**Q:** I am looking at the energy levels of cubic hafnium dioxide at seven wave vectors. The highest filled level is not found at Γ, where all unit cells are in step, but at level point 2. Between the two it does not climb steadily either. What decides where it goes?

Energy levels of cubic HfO2 (Fm-3m, three-atom primitive cell), computed with CP2K 2026.2 using the PBE functional, GTH pseudopotentials and TZVP-MOLOPT basis sets, without spin polarisation or spin–orbit coupling. The k mesh is 9×9×9 and Γ-centred, with Fermi–Dirac smearing of 0.05 eV. Levels are counted from the highest filled level on the mesh.

| point a (reciprocal cell vector) | point b (reciprocal cell vector) | point c (reciprocal cell vector) | level point (row) | level under 4 (eV) | level under 3 (eV) | level under 2 (eV) | level under 1 (eV) | level over 1 (eV) | level over 2 (eV) |
| --- | --- | --- | --- | --- | --- | --- | --- | --- | --- |
| -0.4444 | -0.4444 | -0.4444 | 1 | -2.808 | -2.668 | -1.718 | -1.718 | 4.737 | 4.737 |
| -0.4444 | -0.4444 | 0.1111 | 2 | -3.306 | -1.517 | -1.323 | 0.000 | 4.102 | 5.579 |
| -0.4444 | -0.2222 | -0.2222 | 3 | -3.148 | -2.438 | -2.410 | -0.551 | 4.470 | 5.246 |
| -0.3333 | -0.3333 | 0.0000 | 4 | -4.005 | -1.605 | -0.827 | -0.827 | 4.358 | 5.140 |
| -0.2222 | -0.2222 | -0.2222 | 5 | -3.995 | -1.646 | -1.185 | -1.185 | 4.635 | 4.635 |
| -0.2222 | -0.1111 | -0.1111 | 6 | -4.248 | -1.590 | -1.292 | -0.487 | 4.356 | 4.629 |
| 0.0000 | 0.0000 | 0.0000 | 7 | -5.074 | -0.531 | -0.531 | -0.531 | 4.046 | 4.046 |

**A:** First place the points. All seven belong to one calculation on one crystal, so only the phase of the electron wave from cell to cell changes. Points 7, 6, 3 and 2, or points equivalent to them by symmetry, lie in that order on a straight line from Γ towards X, passing through the edge of the Brillouin zone. Point 4 lies two thirds of the way along the direct line from Γ to X, and points 5 and 1 lead from Γ towards L.

The column "level under 1" is the top filled level, counted from the highest filled level on the mesh. It is at -0.53 eV at Γ and at zero at point 2, which is close to X. At point 4 it is at -0.83 eV, lower than at either end. Those three points carry most of the story.

**Q:** The atoms are the same everywhere. Why should the phase alone move a level by half an electronvolt?

**A:** Because the phase decides whether neighbouring orbitals bond or antibond. The upper filled levels are mainly oxygen 2p, and the oxygens in this crystal form a simple cubic lattice. A p orbital on one oxygen touches two neighbours head-on, along its own axis, and four neighbours sideways.

At Γ, take all the p orbitals parallel. Head-on, the positive lobe of one meets the negative lobe of the next, which is antibonding and raises the level. Sideways, like lobes lie next to like lobes, which is bonding and lowers it a little. Head-on overlap is much the stronger, so the two head-on contacts outweigh the four sideways ones, and this pattern sits at the top of the filled levels at Γ.

Near X, the orbitals can stay parallel along their own axis but alternate in sign in both sideways directions. Now all six contacts are antibonding, and as far as these contacts go, no other pattern lies higher. They alone would put the top filled level near X above that at Γ, and in the table it lies 0.53 eV higher.

**Q:** Can I see these patterns in the table, or do I have to believe them?

**A:** The shapes are argued from symmetry, but they leave a trace in how many levels coincide. At Γ the orbital may point along x, y or z with the same energy, and the top level is indeed threefold. At point 4 the wave runs along one axis, which leaves two equivalent orbitals perpendicular to it, and the top level is twofold. At point 2 only one orbital has antibonding contacts on all sides, and the top level is single. This agrees with the patterns but does not prove them, since symmetry alone fixes which levels must coincide.

**Q:** Then I would predict a rise from Γ to point 4 as well, since some sideways bonding is lost on the way. The table shows a fall of 0.30 eV.

**A:** Your prediction is right as long as only the contacts between nearest oxygens count. The likely cause of the fall is hafnium. Each hafnium atom sits at the centre of a cube of eight oxygens, and its empty 5d orbitals lie above the filled oxygen levels. When a filled and an empty level mix, they repel, so the filled one is pushed down.

Whether they may mix depends on the oxygens at opposite corners of that cube. A d orbital looks the same after inversion through the hafnium nucleus. If the p orbitals at opposite corners are parallel, their overlaps with the d orbital have opposite signs and cancel. That is the case for the top level at Γ, and again at X, because a corner and its opposite differ by one step in each sideways direction and two changes of sign restore the original one.

At point 4 the phase between opposite corners is neither zero nor a full turn. The cancellation is incomplete, d orbitals mix in, and the level is pushed down. The top filled level is therefore shielded from hafnium d at both ends of the path and exposed in between, although near X it comes from a different orbital than at point 4.

**Q:** What would full exposure look like?

**A:** Look at "level under 4" at Γ, which lies 4.5 eV below the threefold top. By symmetry, the other oxygen 2p set at Γ has antiparallel orbitals across each hafnium, so the overlaps with d add up instead of cancelling. Its head-on oxygen contacts are also bonding. Both effects widen the distance, and the level energies alone do not tell how much each contributes.

**Q:** Can the argument be turned into numbers?

**A:** Yes, for the points where the top orbital stands perpendicular to the direction in which the phase changes. Its head-on contacts then stay the same from point to point and go into a constant. Let $\phi_1$ and $\phi_2$ be the phase steps from one oxygen to the next in the two sideways directions, with $u=\cos\phi_1$ and $v=\cos\phi_2$. The sideways contacts contribute in proportion to $u+v$.

For hafnium, add up the overlaps from the eight corners. One d orbital couples as $\sin(\phi_1/2)\cos(\phi_2/2)$ and a second one with the two angles exchanged. The downward push goes as the square of the coupling divided by the energy distance, which I take as constant. The two squares add up to $(1-uv)/2$, so the top filled level is

$$E = E_0 - A\,(u+v) - B\,\frac{1-uv}{2}.$$

A least-squares fit to the top filled level at points 2, 3, 4, 6 and 7 gives $E_0=-0.207$, $A=0.135$ and $B=0.684$ eV. I would not read $B$ as a measured hafnium–oxygen coupling, since it absorbs whatever else varies in a similar way.

**Q:** Please work out point 4.

**A:** The wave runs along z, with a phase step of 120° per oxygen. Take the orbital along x, so that the sideways directions are y and z. Along y nothing changes and $u=1$; along z, $v=\cos 120^\circ=-0.5$. Hence $u+v=0.5$ and $(1-uv)/2=0.75$, and

$$E=-0.207-0.135\times0.5-0.684\times0.75\approx-0.79\ \text{eV}.$$

The calculation has -0.83 eV. More telling than the total is the change from Γ, where $u+v=2$ and the hafnium term is zero. In the fit, the sideways term raises the level by $0.135\times1.5\approx0.20$ eV, while the hafnium term lowers it by $0.684\times0.75\approx0.51$ eV. The hafnium term wins, and the level falls.

**Q:** But point 4 was one of the points you fitted.

**A:** It was, so the agreement there is a check of consistency and not a prediction. Three constants for five points leave little freedom to fail. The typical miss is 0.05 eV, but it grows to about 0.2 eV when each point in turn is predicted from the other four. The better evidence is the comparison with the oxygen-only formula: when each point is predicted from the other four, leaving out the hafnium term raises the typical miss from about 0.2 to about 0.5 eV. Without that term, point 4 also moves in the wrong direction from Γ.

**Q:** And points 6 and 3? There the level hardly moves from its value at Γ.

**A:** Here the same two effects nearly balance. On this line both sideways steps are equal and the orbital's own axis stays out of the phase change altogether, so the level gains energy as sideways bonding fades and loses it as d mixing sets in. Shortly after point 3 the sideways phase step passes 90°. From there the mixing dies away again while the sideways contacts turn antibonding. Both changes now act upwards, and the level climbs steeply towards X.

The formula is too coarse for the fine detail. The table has point 6 slightly above Γ, by 0.04 eV, whereas the formula puts it 0.08 eV below. It explains why this stretch is flat compared with the climb that follows, but not the small bump in it.

**Q:** Towards L the level drops much further, by 1.2 eV at point 1. Is that hafnium again?

**A:** Hafnium may take part, but something else changes first. Towards L the phase advances equally along x, y and z, so no orbital can keep its head-on neighbours in step. The strong antibonding contact that held the level up is lost. If I use the formula there, with its head-on part held constant and the hafnium term multiplied by the squared cosine of half the phase step along the orbital's own axis, it comes out 0.6 eV too high at point 5 and 1.3 eV too high at point 1. Part of that miss may be hafnium too, because a phase change along the orbital's own axis lets further d orbitals mix in.

There is a second sign that the oxygen contacts lose their hold. At L itself the phase step is 90° in every direction, its cosine is zero, and the contacts between nearest oxygens no longer separate the levels. At point 1, close to L, the four listed filled levels span only $2.808-1.718=1.09$ eV. At each of the other points they span more than twice as much.

**Q:** How would I judge a wave vector that I have not seen?

**A:** Work out the three phase steps. With $a$, $b$ and $c$ for the entries "point a", "point b" and "point c", they are 180° times $b+c-a$, $a+c-b$ and $a+b-c$. Because the cell holds two oxygens whose relative sign is free, you may also add 180° to all three steps at once, and you should try both patterns.

Then ask two questions. Is there an orbital whose own axis has no phase change while its sideways neighbours alternate? If so, the oxygen contacts push it up. Are the orbitals parallel at every pair of opposite corners around hafnium? If so, the d orbitals leave it there. At point 2 the second pattern has steps of 200°, 200° and 0°, so both answers are close to yes.

**Q:** I work with oxide films. Does the position of this level change anything I would notice?

**A:** It changes the energy needed to lift an electron without changing its wave vector, which matters for light absorption. That energy is 4.10 eV at point 2 and 4.58 eV at Γ. The lowest empty level is 0.06 eV higher at point 2, which works slightly against this difference, so the difference comes from the filled level we have been discussing.

The smallest gap of any kind on the mesh is 4.00 eV, and it ends at an empty level elsewhere in the zone, only 0.05 eV below the one at Γ. Spin–orbit coupling, which is left out here, could change so close an order. For the size of the gap in a real film, use other data: this functional gives gaps that are too small, and the cubic form is a high-temperature phase, here in a somewhat stretched cell. The reasoning about phases carries over to other forms of the oxide. The cancellation at hafnium does so only where the metal sits at a centre of inversion, which it does not in the common monoclinic form.
